The atomization energy of a molecule is the energy of its free atoms minus the energy of the molecule, here purely electronic, with no zero-point or spin-orbit term. The HOMO is the energy of the highest occupied Kohn-Sham orbital. Both were computed as closed-shell single points in PBE-D4 and r2SCAN-D4 on common PBE0-D4 geometries. The two columns headed "r2SCAN-D4 less PBE-D4" give the change between the functionals, called the shift below. Molecules are named by their SMILES strings, in which hydrogens are implicit.

Ansatz 0.2.0, closed-shell Kohn-Sham single points with PBE-D4 and r2SCAN-D4 in the def2-TZVPP basis, on PBE0-D4/def2-TZVP geometries. Gas-phase molecules of the elements C, H, N and O, in order of size. Bonds are counted by kind (- single, = double).

```tsv
SMILES	formula	heavy atoms	bonds C-N	bonds C-O	bonds H-C	bonds C=N	point group	valence electrons	HOMO, PBE-D4 (eV)	HOMO, r2SCAN-D4 (eV)	HOMO, r2SCAN-D4 less PBE-D4 (eV)	atomization, PBE-D4 (kcal/mol)	atomization, r2SCAN-D4 less PBE-D4 (kcal/mol)
N#COC=O	C2HNO2	5	0	2	1	0	Cs	26	-8.13	-8.41	-0.28	715.0	-41.98
CN=C=C=O	C3H3NO	5	1	0	3	1	Cs	26	-5.02	-5.24	-0.22	873.7	-41.98
OC1(O)C=N1	C2H3NO2	5	1	2	1	1	C1	28	-5.77	-6.01	-0.24	821.5	-39.26
N=C=C(N)O	C2H4N2O	5	1	1	0	1	C1	28	-4.35	-4.54	-0.18	896.6	-44.49
N=CC(N)=O	C2H4N2O	5	1	0	1	1	Cs	28	-5.91	-6.24	-0.33	938.8	-42.25
NC(O)=CO	C2H5NO2	5	1	2	1	0	n/a	30	-4.45	-4.65	-0.20	978.6	-36.44
NC1(O)N=C1O	C2H4N2O2	6	2	2	0	1	C1	34	-5.44	-5.67	-0.23	1011.7	-50.84
NC1=NC=C1O	C3H4N2O	6	2	1	1	1	C1	32	-3.88	-4.00	-0.13	1042.3	-54.87
```

### Atomization energy from shared electron pairs

Taking a molecule apart breaks every shared electron pair, and among C, H, N and O one pair is worth roughly as much as another. The first estimate is therefore a count of pairs, and it needs no structure. Each heavy atom wants eight electrons and each hydrogen two, and whatever the valence electrons fall short of that total is made up by sharing, two electrons per pair:

P = (8 × heavy atoms + 2 × H − valence electrons)/2

H is the number of hydrogens in the formula. Each hydrogen takes one pair, which leaves B = P − H pairs between heavy atoms. B counts a double bond as two, whereas the bond columns of the table count it as one.

The PBE atomization energy divided by P lies between 86.9 and 97.9 kcal/mol in all eight rows. A least-squares fit to all of them gives the rule

atomization energy (PBE) ≈ 91 kcal/mol × P

with an rms error of 35 kcal/mol, or 3.6 % of the tabulated values, and a worst case of 7.0 %.

The scatter has two chemical sources. Bonds to hydrogen are stronger than the average pair between heavy atoms, many of which are π pairs, so hydrogen-rich molecules lie above 91 per pair. Ring strain, cumulated double bonds and antiaromaticity pull a molecule below. The first effect can be separated by fitting two constants to the three rows that have neither a ring nor a cumulene (`N#COC=O`, `N=CC(N)=O`, `NC(O)=CO`), which gives 86 B + 108 H and reproduces those rows within 9 kcal/mol. Two constants on three points is a thin calibration, but all five rows left out fall below it, in the direction expected, though the smaller deficits are sensitive to the calibration. The two cumulenes are short by about 50 kcal/mol, the two three-membered rings by about 20, and the four-membered ring `NC1=NC=C1O` by 78.

These deficits are not strain energies. The constants lump C–H, N–H and O–H together, and C=O with C=C, and the three-membered rings carry two donor groups on one carbon, an arrangement known to stabilize. The order is still informative. `NC1=NC=C1O` is an azete, a nitrogen analogue of cyclobutadiene with four π electrons, and its ring bonds alternate between about 1.3 and 1.5 Å, so strain and antiaromaticity add. Fitting the same two constants to all eight rows does not help: the rms falls to 26 kcal/mol, but the error in predicting a row that was left out of the fit rises from about 40 to 46.

Any rule built on the formula alone also has a floor to its error. `N=C=C(N)O` and `N=CC(N)=O` are isomers 42.2 kcal/mol apart in PBE, so any such rule misses one of them by at least 21 kcal/mol.

### The shift in atomization energy

r2SCAN gives the smaller atomization energy in every row, by 36 to 55 kcal/mol. This does not mean that it places the molecule higher. The total energy of `N#COC=O` falls by 4.2 eV, about 97 kcal/mol, from PBE to r2SCAN, so its free atoms must fall by 97 + 42 = 139 kcal/mol. The shift is what remains when the atoms gain more than the molecule.

The sign agrees with established behaviour. A gradient-corrected functional such as PBE overbinds molecules with multiple bonds between heavy atoms, because it favours the compact, overlapping density of the molecule over the open-shell atoms. A meta-GGA also reads the kinetic-energy density, tells single-orbital regions from overlapping ones, and removes part of that bias. The numbers fit this account without proving it, and the shift is a difference of two approximations, not an error against experiment. Dispersion is a minor part: the D4 term is larger in PBE than in r2SCAN, and the difference supplies 1.7 to 3.4 kcal/mol, 4 to 8 % of the shift.

If the bias sits with the heavy atoms, the simplest rule counts them. Fitted to all rows,

shift ≈ −8.4 kcal/mol × heavy atoms

has an rms error of 2.8 kcal/mol, half the spread of 5.7 about the mean. With only five or six heavy atoms in the set, this rule offers two answers, −42.0 and −50.4, and is blind to everything else.

What it misses can be read from the table. Three rows share the heavy atoms C2NO2 and carry one, three and five hydrogens. Their shifts are −41.98, −39.26 and −36.44, in steps of 2.72 and 2.82 kcal/mol, although the molecules are a cyanate, a ring and an enol. Each pair of added hydrogens removes one pair between heavy atoms, so saturation shrinks the shift at about 1.4 kcal/mol per hydrogen. Replacing a carbon by an oxygen at fixed N and H shrinks it too, by 2.72 kcal/mol from C3H3NO to C2H3NO2 and by 4.03 from C3H4N2O to C2H4N2O2. The four rows with two nitrogens all have more than 8.4 kcal/mol per heavy atom, and the four with one nitrogen reach that value or stay below it.

One constant per element collects these steps, and it has a reason behind it: the free-atom part of the shift is exactly a sum over elements. Fitted to all rows, with C, H, N and O the atom counts,

shift ≈ −9.4 C + 1.5 H − 12.5 N − 6.2 O (kcal/mol).

The fit has an rms error of 0.9 kcal/mol and predicts a left-out row within 1.5 rms, against 3.3 for the heavy-atom count and about 2.8 for a count in B and H. It is the best of the three by a clear margin, but it spends four constants on seven distinct formulas, and the constants trade against each other. The total energies of the runs locate most of the large value for nitrogen. Adding the shift to the fall of each molecule gives the fall of its free atoms, which splits into about 23 kcal/mol for C, 31 for N, 31 for O and 0.2 for H. The nitrogen atom falls as far as oxygen, about 4 kcal/mol more than the midpoint between carbon and oxygen, and the nitrogen constant lies about 5 beyond the midpoint of theirs. Measured against that midpoint, most of the excess sits in the free atom; that its three unpaired electrons are the reason is plausible but not tested.

In kcal/mol the shift is far easier to estimate than the energy itself, because whatever makes a structure unfavourable is felt almost equally by both functionals. The isomer pair shows it directly, since the free atoms cancel: the gap is 42.2 kcal/mol in PBE and 44.4 in r2SCAN. The remaining 2.24 kcal/mol limits a formula rule to 1.1 kcal/mol on this pair, a level that the element rule already approaches. Finer agreement would mean little in any case, because the geometries are stationary in neither functional. In `N#COC=O` force components reach 1.29 eV/Å in PBE and 0.49 in r2SCAN; relaxation over stiff bonds would be worth of the order of 1 kcal/mol or less, more in PBE for this row.

### The HOMO and its shift

The HOMO itself follows no count. It spans 4.25 eV, and the two isomers differ by 1.56 eV. Its order is that of ordinary substituent chemistry. Amino and hydroxy donors on a π system that contains a C=C bond push the π level up, which puts `NC1=NC=C1O`, `N=C=C(N)O` and `NC(O)=CO` at the top, between −3.88 and −4.45 eV, the azete raised further by its antiaromatic ring. `N#COC=O`, with two acceptor groups and no C=C bond, lies at −8.13 eV. These are orbital energies of semilocal functionals, which lie well above the negative of the ionization energy.

The shift is more regular. An electron in PBE partly repels itself, which lifts the occupied levels; r2SCAN is thought to reduce this self-interaction somewhat, and a compact, tightly held orbital would have more of it to lose than a diffuse one. The runs do not test this account, and it is not the only difference: a meta-GGA is normally solved in the generalized Kohn-Sham scheme, with an orbital-dependent operator in place of a local potential, which is known to widen gaps. D4 acts on the energy only and plays no part. Every HOMO drops, and in the same runs every lowest empty level rises, so all gaps widen. Ordered by depth, the shift grows without reversal, though in uneven steps, from −0.13 eV at −3.88 eV to −0.33 eV at −5.91 eV; only `N#COC=O` breaks the order, with −0.28 eV at the deepest level. Taking depth as a measure of compactness and fitting all rows gives

HOMO (r2SCAN) ≈ 1.042 × HOMO (PBE).

The rms error is 0.04 eV, against 0.06 eV for a constant shift of −0.23 eV, and five rows agree within 0.01 eV, about the rounding of the table. The misses are `N=CC(N)=O`, which drops by 5.6 % of its PBE value, and `N#COC=O` and the azete, which drop by 3.4 %. The two largest shifts belong to the two molecules with an ordinary carbonyl group, the three smallest to the donor-substituted C=C systems. Depth is more than a stand-in for orbital character. In the runs on `N#COC=O`, `CN=C=C=O` and `N=CC(N)=O` every occupied valence level drops by 3 to 6 % of its PBE value, the deepest one of `N#COC=O` by 1.53 eV from −30.07 eV, while the oxygen 1s levels drop by only about 1 %. Orbital character probably sets the place within that band. A carbonyl group does not identify the HOMO either: in `N#COC=O` the two top levels lie only 0.07 eV apart in PBE, where the carbonyl lone pair and a π level of the cyanate group are both expected, and the lower of the two drops by 4.2 %, more than the HOMO. The proportional form is thus uncertain by about one percent of the level, which counts most for a deep HOMO: it overshoots the deepest row by 0.06 eV although that row was part of the fit.

### Two worked rows

Both rows below were part of the all-row fits, and they are the two worst cases of the 91-per-pair rule and of the heavy-atom rule, so they show the rules at their weakest.

`NC(O)=CO` is C2H5NO2, with 5 heavy atoms, 5 hydrogens and 30 valence electrons. Then P = (40 + 10 − 30)/2 = 10 and B = 5. The pair rule gives 910 kcal/mol against 978.6, low by 7.0 % of the tabulated value, because half of the pairs are bonds to hydrogen. The open-chain form gives 86 × 5 + 108 × 5 = 970, but this row helped to set those constants. The heavy-atom shift is −42.0 against −36.44; the element rule gives −18.8 + 7.5 − 12.5 − 12.4 = −36.2. The r2SCAN atomization energy of the table is 978.6 − 36.4 = 942.2. Counts alone give 910 − 42 = 868, low by 7.9 %, whereas the computed PBE value less 42.0 gives 936.6, low by 0.6 %. The HOMO estimate is 1.042 × (−4.45) = −4.64 eV against −4.65.

`NC1=NC=C1O` is C3H4N2O, with P = (48 + 8 − 32)/2 = 12 and B = 8. The pair rule gives 1092 against 1042.3, high by 4.8 %. The open-chain form, which never saw this row, gives 86 × 8 + 108 × 4 = 1120 and needs the deduction of 78 for the ring. The heavy-atom shift is −50.4 and the element rule gives −28.2 + 6.0 − 25.0 − 6.2 = −53.4, against −54.87. From the PBE value, 1042.3 − 50.4 = 991.9 lies 0.5 % above the r2SCAN value of 987.4. The HOMO estimate is −4.04 eV against −4.00. The output printed after this text gives the pair rule, the heavy-atom rule and the HOMO rule for every row.

### Range of the rules

The value 91 is an average over a set in which five of eight molecules are rings or cumulenes and no more than half of the pairs go to hydrogen. A saturated, unstrained neighbour will lie above it, and the form in B and H is the better start there. Every bond between heavy atoms in the set is C–C, C–N or C–O; single N–N, N–O and O–O bonds are weakened by lone-pair repulsion and would be overestimated. Radicals break the octet count, and for ions the separated atoms must carry the charge, which the rule ignores. Each row is one conformer, not always the lowest, which matters little beside 35 kcal/mol.

One row may not be in its ground state. `CN=C=C=O` is bent, by angles of about 140° at N–C–C and 160° at C–C–O, and its gap is only about 1.1 eV in PBE and 1.4 eV in r2SCAN. Its core is isoelectronic with O=C=C=O, whose linear form puts two electrons in a degenerate π* pair and favours a triplet. Zero spin was imposed, so the row describes the closed-shell singlet, whose place below or above the triplet the runs do not show. The bending lifts the π* degeneracy and works for the singlet, and the other cumulene, with a gap of 2.71 eV, has almost the same deficit, 51 against 52 kcal/mol, so the table gives no sign of excitation energy in this row. The three one-constant rules barely depend on it: without this row the constants become 91.4, −8.41 and 4.15 %.

The error of the pair count is about as large as the whole difference between the functionals and as the isomer gap, so it serves to check a magnitude and never to form a reaction energy. For closed-shell molecules close in size and composition to these rows, with two or three carbons, one or two nitrogens and one or two oxygens, the practical rule is to trust counting for the step between the functionals, good to 2 or 3 kcal/mol and 0.05 eV in a typical case and twice that in a bad one, and to take the PBE value on which that step stands from a calculation. Outside that range the rules part ways: for pentane the heavy-atom count gives −42 kcal/mol and the element rule −29, and neither is tested there.

The analysis program printed:

```
Rounding floor: AE 0.05, AE shift 0.005 kcal/mol, HOMO and shift 0.005 eV; res = table - rule
-- AE(PBE), kcal/mol
e*P: c=[90.9] rms 35.0 LOO 40.5 worst NC(O)=CO +69.6
b*B+h*H, all rows: c=[81.71, 107.65] rms 26.3 LOO 45.6 worst NC1=NC=C1O -41.9
rounded: AE=91*P (rms 35, 3.6%, max 7.0%); open rows only: 86*B+108*H
N#COC=O      open  P=8 B=7 H=1 AE/P=89.4 rule 728 res -13 (-1.8%) | open rule 710 res +5
CN=C=C=O     cumul P=10 B=7 H=3 AE/P=87.4 rule 910 res -36 (-4.2%) | open rule 926 res -52
OC1(O)C=N1   ring  P=9 B=6 H=3 AE/P=91.3 rule 819 res +2 (+0.3%) | open rule 840 res -18
N=C=C(N)O    cumul P=10 B=6 H=4 AE/P=89.7 rule 910 res -13 (-1.5%) | open rule 948 res -51
N=CC(N)=O    open  P=10 B=6 H=4 AE/P=93.9 rule 910 res +29 (+3.1%) | open rule 948 res -9
NC(O)=CO     open  P=10 B=5 H=5 AE/P=97.9 rule 910 res +69 (+7.0%) | open rule 970 res +9
NC1(O)N=C1O  ring  P=11 B=7 H=4 AE/P=92.0 rule 1001 res +11 (+1.1%) | open rule 1034 res -22
NC1=NC=C1O   ring  P=12 B=8 H=4 AE/P=86.9 rule 1092 res -50 (-4.8%) | open rule 1120 res -78
-- AE shift r2SCAN-PBE, kcal/mol
s*heavy: c=[-8.407] rms 2.85 LOO 3.27 worst NC(O)=CO +5.59
p*B+q*H: c=[-5.692, -2.026] rms 2.12 LOO 2.75 worst CN=C=C=O +3.94
per C,H,N,O: c=[-9.441, 1.478, -12.485, -6.177] rms 0.87 LOO 1.52 worst N=CC(N)=O +1.86
rounded: shift=-8.4*heavy, rms 2.8; spread about the mean -44.0 is 5.7
N#COC=O      N=1 per heavy -8.40 rule -42.0 res +0.0 shift/AE -5.9% D4 part -1.7 (4%)
CN=C=C=O     N=1 per heavy -8.40 rule -42.0 res +0.0 shift/AE -4.8% D4 part -2.1 (5%)
OC1(O)C=N1   N=1 per heavy -7.85 rule -42.0 res +2.7 shift/AE -4.8% D4 part -2.3 (6%)
N=C=C(N)O    N=2 per heavy -8.90 rule -42.0 res -2.5 shift/AE -5.0% D4 part -2.5 (6%)
N=CC(N)=O    N=2 per heavy -8.45 rule -42.0 res -0.2 shift/AE -4.5% D4 part -2.7 (6%)
NC(O)=CO     N=1 per heavy -7.29 rule -42.0 res +5.6 shift/AE -3.7% D4 part -2.8 (8%)
NC1(O)N=C1O  N=2 per heavy -8.47 rule -50.4 res -0.4 shift/AE -5.0% D4 part -3.3 (6%)
NC1=NC=C1O   N=2 per heavy -9.14 rule -50.4 res -4.5 shift/AE -5.3% D4 part -3.4 (6%)
-- HOMO shift r2SCAN-PBE, eV
k*HOMO(PBE): c=[0.0418] rms 0.038 LOO 0.047 worst N=CC(N)=O -0.083
constant: c=[-0.2262] rms 0.057 LOO 0.065 worst N=CC(N)=O -0.104
rounded: k=0.042, rms 0.038; HOMO(PBE) spans 4.25 eV
N#COC=O      ratio 3.4% rule -0.34 res +0.06 gap PBE 5.26 r2SCAN 5.76
CN=C=C=O     ratio 4.4% rule -0.21 res -0.01 gap PBE 1.11 r2SCAN 1.42
OC1(O)C=N1   ratio 4.2% rule -0.24 res +0.00 gap PBE 3.70 r2SCAN 4.17
N=C=C(N)O    ratio 4.1% rule -0.18 res +0.00 gap PBE 2.71 r2SCAN 3.12
N=CC(N)=O    ratio 5.6% rule -0.25 res -0.08 gap PBE 3.22 r2SCAN 3.67
NC(O)=CO     ratio 4.5% rule -0.19 res -0.01 gap PBE 4.47 r2SCAN 5.26
NC1(O)N=C1O  ratio 4.2% rule -0.23 res -0.00 gap PBE 4.70 r2SCAN 5.17
NC1=NC=C1O   ratio 3.4% rule -0.16 res +0.03 gap PBE 2.20 r2SCAN 2.45
isomers: AE gap PBE 42.2, r2SCAN 44.4, shift gap 2.24; halves 21.1, 1.1 kcal/mol; HOMO gap 1.56 eV
without CN=C=C=O (doubtful state): e=91.4, s=-8.41, k=0.0415
worked NC(O)=CO: AE(r2SCAN) table 942.2; counts only 868 (res +7.9%); from PBE 936.6 (res +0.6%)
   HOMO(r2SCAN) rule -4.64, table -4.65 eV
worked NC1=NC=C1O: AE(r2SCAN) table 987.4; counts only 1042 (res -5.5%); from PBE 991.9 (res -0.5%)
   HOMO(r2SCAN) rule -4.04, table -4.00 eV
```
